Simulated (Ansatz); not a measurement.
C: phonon entropy against temperature

All results are calculated (Ansatz 0.2.0). Harmonic phonon free energy (zero-point part included), entropy and heat capacity at constant volume from interpolated force constants; periodic cell, basis, potentials, k mesh and filling as listed.

Structure of every row (space group Fd-3m, No. 227):
```
CELL_PARAMETERS angstrom
0.00000 1.78340 1.78340
1.78340 0.00000 1.78340
1.78340 1.78340 0.00000
ATOMIC_POSITIONS crystal
C 0.00000 0.00000 0.00000
C 0.25000 0.25000 0.25000
```

Settings of every row: functional PBE; dispersion none; potentials PAW; wave cutoff 571.44 eV; density cutoff 2285.8 eV; k mesh 8x8x8; k shift 0x0x0; occupations fixed; smearing width 0 eV; spin none; phonon method finite displacements; phonon supercell 2x2x2; dipole term of polar modes left out.

Limits: small supercell for force constants; volume not checked for rest.

```
row  temperature (K)  phonon entropy (k_B/atom)  phonon free energy (meV/atom)  phonon heat capacity (k_B/atom)
  1              200                      0.115                         178.89                            0.325
  2              300                      0.331                         177.05                            0.789
  3              400                          ?                              ?                                ?
  4              500                      0.949                          166.2                             1.65
  5              600                      1.277                          156.6                            1.944
```

Question: what phonon entropy should row 3 give?

Worked fit of phonon entropy. Entropy rises as the heat capacity times the change of ln T, so take t = ln(T / 300 K). The shown rows have t = -0.4055, 0, 0.5108, 0.6931. Least squares give phonon entropy = 0.3281 + 0.8337 × t + 0.7662 × t² k_B/atom; a straight line predicts inner rows, each left out in turn, worse (root mean square 0.14 against 0.012 k_B/atom). The rows lie off it by -0.001, 0.003, -0.005, 0.003 (root mean square 0.0033 k_B/atom). The slope at t = 0, 0.834 k_B/atom, estimates the heat capacity at 300 K. The withheld row has t = 0.2877, so the fit gives 0.3281 + 0.8337 × (0.2877) + 0.7662 × (0.2877)² = 0.631 k_B/atom.

The calculation gave 0.624 k_B/atom. The fit lies 0.007 k_B/atom (1.1 % of the value, 0.6 % of the column's range) above it; its largest miss of a shown row is 0.005 k_B/atom.

The other values of row 3: phonon free energy 172.97 meV/atom; phonon heat capacity 1.262 k_B/atom.
